**Notes: $\langle r^{-2}\rangle$ for the $1s$ level of Bi$^{82+}$**

**Problem.** One electron is bound to a point nucleus of charge $Z=83$ and infinite mass. The constants are $\alpha^{-1}=137.035999$ and $a_0=52917.72$ fm.

(a) From the radial Dirac equations, find closed forms for $\langle r\rangle$ and $\langle r^{-2}\rangle$ in a level $(n_r,\kappa)$.
(b) Evaluate them for $1s_{1/2}$ in $a_0$ and fm.
(c) Estimate the change of $\langle r^{-2}\rangle$ when the nuclear charge sits on a thin shell of radius $R=5.52$ fm, a typical rms charge radius for $^{209}$Bi.

**Conventions.** I set $\hbar=c=1$, so $m$ and $E$ are inverse lengths, and I write $a=Z\alpha$. Since $a_0=1/(m\alpha)$, $ma=Z/a_0$. $G$ and $F$ are $r$ times the large and small radial functions, real, with $\int_0^\infty(G^2+F^2)\,dr=1$ and

$$G'=-\frac{\kappa}{r}G+\Big(E+m+\frac ar\Big)F,\qquad F'=\frac{\kappa}{r}F-\Big(E-m+\frac ar\Big)G .$$

The level is $\varepsilon=E/m=(n_r+\gamma)/N$, with $\gamma=\sqrt{\kappa^2-a^2}$ and $N^2=(n_r+\gamma)^2+a^2$, so $1-\varepsilon^2=a^2/N^2$. The moments are $A_s=\int r^s(G^2+F^2)\,dr$, $B_s=\int r^s(G^2-F^2)\,dr$, $C_s=2\int r^sGF\,dr$. The opposite sign choice for $F$ flips every $C_s$.

**(a) Recurrences.** The radial equations give

$$(G^2+F^2)'=-\frac{2\kappa}{r}(G^2-F^2)+4mGF,$$
$$(G^2-F^2)'=-\frac{2\kappa}{r}(G^2+F^2)+4\Big(E+\frac ar\Big)GF,$$
$$(2GF)'=-2\Big(E+\frac ar\Big)(G^2-F^2)+2m(G^2+F^2).$$

I multiply by $r^{s+1}$ and integrate by parts. Both components go as $r^\gamma$ at the origin, so the boundary term vanishes for $s+1+2\gamma>0$:

$$(s+1)A_s=2\kappa B_s-2mC_{s+1},$$
$$(s+1)B_s=2\kappa A_s-2EC_{s+1}-2aC_s,$$
$$(s+1)C_s=2EB_{s+1}+2aB_s-2mA_{s+1}.$$

*Seeds.* Besides $A_0=1$ I need two values, and the Hellmann–Feynman theorem supplies them. The mass term of the radial Hamiltonian has expectation $mB_0$, and $E\propto m$ at fixed $a$, so $B_0=\partial E/\partial m=\varepsilon$. The $\kappa$ term has expectation $\kappa C_{-1}$. Treating $\kappa$ as continuous at fixed $n_r$, with $\partial\varepsilon/\partial\gamma=a^2/N^3$ and $\partial\gamma/\partial\kappa=\kappa/\gamma$,

$$C_{-1}=\frac{\partial E}{\partial\kappa}=\frac{ma^2\kappa}{\gamma N^3}.$$

At $s=-1$ the left sides vanish. The third relation gives $B_{-1}=m(1-\varepsilon^2)/a=ma/N^2$, the first gives $C_0=\kappa B_{-1}/m=\kappa a/N^2$, and the second gives $\kappa A_{-1}=EC_0+aC_{-1}$. With $K\equiv m^2a^2/(\gamma N^3)$ these results read

$$mC_{-1}=\kappa K,\qquad mA_{-1}-EB_{-1}=aK .$$

*Down to $s=-2$*, which needs $2\gamma>1$:

$$A_{-2}+2\kappa B_{-2}=2\kappa K,\qquad 2\kappa A_{-2}+B_{-2}-2aC_{-2}=2\varepsilon\kappa K,\qquad C_{-2}+2aB_{-2}=2aK .$$

The first gives $B_{-2}=K-A_{-2}/2\kappa$, and the third then gives $C_{-2}=aA_{-2}/\kappa$. The middle one becomes $A_{-2}(4\kappa^2-4a^2-1)/2\kappa=(2\kappa\varepsilon-1)K$, hence

$$\langle r^{-2}\rangle=2\Big(\frac{Z}{a_0}\Big)^2\frac{\kappa(2\kappa\varepsilon-1)}{N^3\gamma(4\gamma^2-1)} .$$

*Up to $s=1$.* At $s=0$ the first relation gives $C_1=(2\kappa\varepsilon-1)/2m$ and the third gives $\varepsilon B_1=A_1+(C_0-2a\varepsilon)/2m$. Eliminating $C_2$ between the first two relations at $s=1$ leaves $(\varepsilon+\kappa)A_1=(1+\kappa\varepsilon)B_1+aC_1$. I multiply this by $\varepsilon$ and insert $\varepsilon B_1$ and $C_1$:

$$-(1-\varepsilon^2)A_1=\frac{(1+\kappa\varepsilon)\kappa a/N^2-3a\varepsilon}{2m}
\quad\Rightarrow\quad
\langle r\rangle=\frac{a_0}{2Z}\big[(3N^2-\kappa^2)\varepsilon-\kappa\big].$$

**(b) Numbers.** For $1s$, $\kappa=-1$, $n_r=0$, $N=1$ and $\varepsilon=\gamma$. I write $\lambda=Z/a_0=83\,a_0^{-1}$, so $\lambda^2=6889\,a_0^{-2}$ and $1/\lambda=637.563$ fm.

| quantity | value |
|---|---|
| $a$ | 0.605680 |
| $a^2$ | 0.366849 |
| $\gamma$ | 0.795708 |
| $\kappa(2\kappa\varepsilon-1)=2\gamma+1$ | 2.591416 |
| $4\gamma^2-1$ | 1.532606 |
| $\gamma(4\gamma^2-1)$ | 1.219507 |

The seeds are $B_{-1}=83\,a_0^{-1}$, $A_{-1}=\lambda/\gamma=104.31\,a_0^{-1}$, $C_{-1}=-a\lambda/\gamma=-63.18\,a_0^{-1}$ and $K=\lambda^2/\gamma=8657.7\,a_0^{-2}$. Then

$$\langle r^{-2}\rangle=2\,(6889\,a_0^{-2})\,\frac{2.591416}{1.219507}=(13778\,a_0^{-2})(2.12497)=2.9278\times10^{4}\,a_0^{-2}.$$

In nuclear units this is $1.0455\times10^{-5}$ fm$^{-2}$, and $\langle r^{-2}\rangle^{-1/2}=309.3$ fm. The companions are $B_{-2}=2.3297\times10^4\,a_0^{-2}$ and $C_{-2}=-1.7733\times10^4\,a_0^{-2}$. The mean radius is

$$\langle r\rangle=\frac{2.591416}{2}\,(637.563\ \mathrm{fm})=826.1\ \mathrm{fm}=0.015611\,a_0 .$$

I test this on the explicit solution. For $1s$, $G\propto r^\gamma e^{-\lambda r}$ and $F=-uG$ with $u=(1-\gamma)/a$, so

$$\langle r^s\rangle=\frac{\Gamma(2\gamma+1+s)}{(2\lambda)^s\,\Gamma(2\gamma+1)} .$$

This gives $\langle r\rangle=(2\gamma+1)/2\lambda$ and $\langle r^{-2}\rangle=2\lambda^2/[\gamma(2\gamma-1)]$, which is the closed form once the factor $2\gamma+1$ is cancelled. The constant ratio $F/G$ also demands $B_s/A_s=(1-u^2)/(1+u^2)=\gamma$ and $C_s/A_s=-2u/(1+u^2)=-a$, and the numbers above obey both.

The Schrödinger values follow at $\gamma\to1$: $13778\,a_0^{-2}$ and $956.3$ fm. The mean radius shrinks by 14 %, while $\langle r^{-2}\rangle$ more than doubles, because its integrand $r^{2\gamma-2}$ is singular at the origin. The expansion $1/[\gamma(2\gamma-1)]=1+\tfrac32a^2+\dots$ gives only 1.550 at first order against 2.125, so a series in $(Z\alpha)^2$ cut there recovers about half of the increase.

**(c) Nuclear size.** The same singularity makes me distrust the point nucleus. The share of the point-nucleus $\langle r^{-2}\rangle$ that comes from $r<R$ is, to leading order in $2\lambda R=0.01732$,

$$f=\frac{(2\lambda R)^{2\gamma-1}}{\Gamma(2\gamma)}=0.102 .$$

The true change differs from $-f$, since the region inside keeps some density and the function outside is altered too. Near the nucleus I drop $E\pm m$ against the potential: $(E+m)R=0.026$, against $a=0.606$. With $x=r/R$ the equations then contain only $a$.

Inside the shell the potential is the constant $-a/R$, and the regular solution is $G\propto x\,j_0(ax)$, $F\propto-x\,j_1(ax)$, with spherical Bessel functions. Outside, the powers $x^{\pm\gamma}$ solve the equations with $-F/G=u$ and $v=(1+\gamma)/a=1/u$:

$$G=x^\gamma+b\,x^{-\gamma},\qquad -F=u\,x^\gamma+b\,v\,x^{-\gamma}.$$

Here $u=0.3373$ and $v=2.9648$. The $x^\gamma$ part joins the point-nucleus function at large $x$, which fixes the scale. Continuity of $-F/G$ at $x=1$, where the inner value is $t=j_1(a)/j_0(a)=0.2070$, gives $b=(t-u)/(v-t)=-0.04724$. The pieces of $\int(G^2+F^2)\,x^{-2}dx$ are:

- removed, the point solution on $x<1$: $P=(1+u^2)/(2\gamma-1)=1.8832$;
- added, the shell solution on $x<1$: $\dfrac{(1+b)^2}{j_0(a)^2}\displaystyle\int_0^1\big[j_0^2(ax)+j_1^2(ax)\big]dx=1.0274\times0.9734=1.0001$;
- cross term on $x>1$: $2b(1+uv)\int_1^\infty x^{-2}dx=4b=-0.1890$;
- quadratic term on $x>1$: $b^2(1+v^2)/(2\gamma+1)=0.0084$.

The net change is $\Delta=-1.0637$. Since $P$ corresponds to the share $f$,

$$\frac{\delta\langle r^{-2}\rangle}{\langle r^{-2}\rangle}=f\,\frac{\Delta}{P}=0.102\times(-0.565)\approx-0.06 .$$

The dropped energy terms alter this shift by a few per cent of itself, as the ratio of 0.026 to 0.606 shows. The change of normalisation and of the function at $r\sim1/\lambda$ is of relative order $(2\lambda R)^{2\gamma}=0.0016$. That smaller order is also the scale of the nuclear-size effect on $\langle r\rangle$, whose integrand has negligible weight near the origin. Recoil enters at order $m/M$, below $10^{-5}$ for an assumed nuclear mass $M$ near 209 u, and radiative corrections at relative order $\alpha$. I have computed neither, and both scales lie below the nuclear-size shift.

**Result.** For the point-nucleus Dirac–Coulomb model of Bi$^{82+}$ $1s$, $\langle r^{-2}\rangle=2.9278\times10^4\,a_0^{-2}=1.0455\times10^{-5}$ fm$^{-2}$, which is 2.125 times the Schrödinger value, and $\langle r\rangle=826.1$ fm. The five figures belong to that model only. The shell model with the typical radius lowers $\langle r^{-2}\rangle$ by about 6 %, which is 11 % of the relativistic increase, to the model value of about $2.8\times10^4\,a_0^{-2}$.